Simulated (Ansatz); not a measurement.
# A series in volume per atom on LiRu

Kohn-Sham gap and band edges on the k mesh of a periodic cell at fixed atoms; k points in fractions of the reciprocal cell vectors; the gap counts as zero where a band crosses the Fermi level or it is under half the smearing width; plane waves with PAW datasets, Gamma-centred k mesh. The results are calculated, by Ansatz 0.2.0.

Cell of the first row (space group Fd-3m, No. 227):
```
LiRu
1.0
      0.0000     2.8198     2.8198
      2.8198     0.0000     2.8198
      2.8198     2.8198     0.0000
Li Ru
2 2
Direct
  0.75000 0.75000 0.75000
  0.50000 0.50000 0.50000
  0.25000 0.25000 0.25000
  0.00000 0.00000 0.00000
```

Settings of every row: functional PBE; dispersion none; spin none; wave cutoff 420 eV; k mesh 14x14x14; occupations gaussian; smearing width 0.1 eV.

Limits: the cell comes from a prototype or a list of computed structures and needn't be the stable phase.

| row | volume per atom (Å³) | smearing entropy term (meV/atom) |
| --- | --- | --- |
| 1 | 11.21 | -2.29 |
| 2 | 11.592 | -2.4 |
| 3 | 11.975 | -2.52 |
| 4 | 12.357 | -2.64 |
| 5 | 12.739 | ? |
| 6 | 13.121 | -2.89 |
| 7 | 13.503 | -3.02 |
| 8 | 14.013 | -3.2 |

Question: what smearing entropy term should row 5 give?

Worked fit of smearing entropy term. Take t = volume per atom − 13, in Å³. The shown rows have t = -1.79, -1.408, -1.025, -0.643, 0.121, 0.503, 1.013. Least squares give smearing entropy term = −2.849 − 0.3341 × t − 0.0118 × t² meV/atom; a straight line predicts inner rows, each left out in turn, worse (root mean square 0.0074 against 0.0016 meV/atom). All shown rows lie on it to the printed digit. The withheld row has t = -0.261, so the fit gives −2.849 − 0.3341 × (-0.261) − 0.0118 × (-0.261)² = -2.76 meV/atom.

The calculation gave -2.76 meV/atom. The fit meets it to the printed digit.
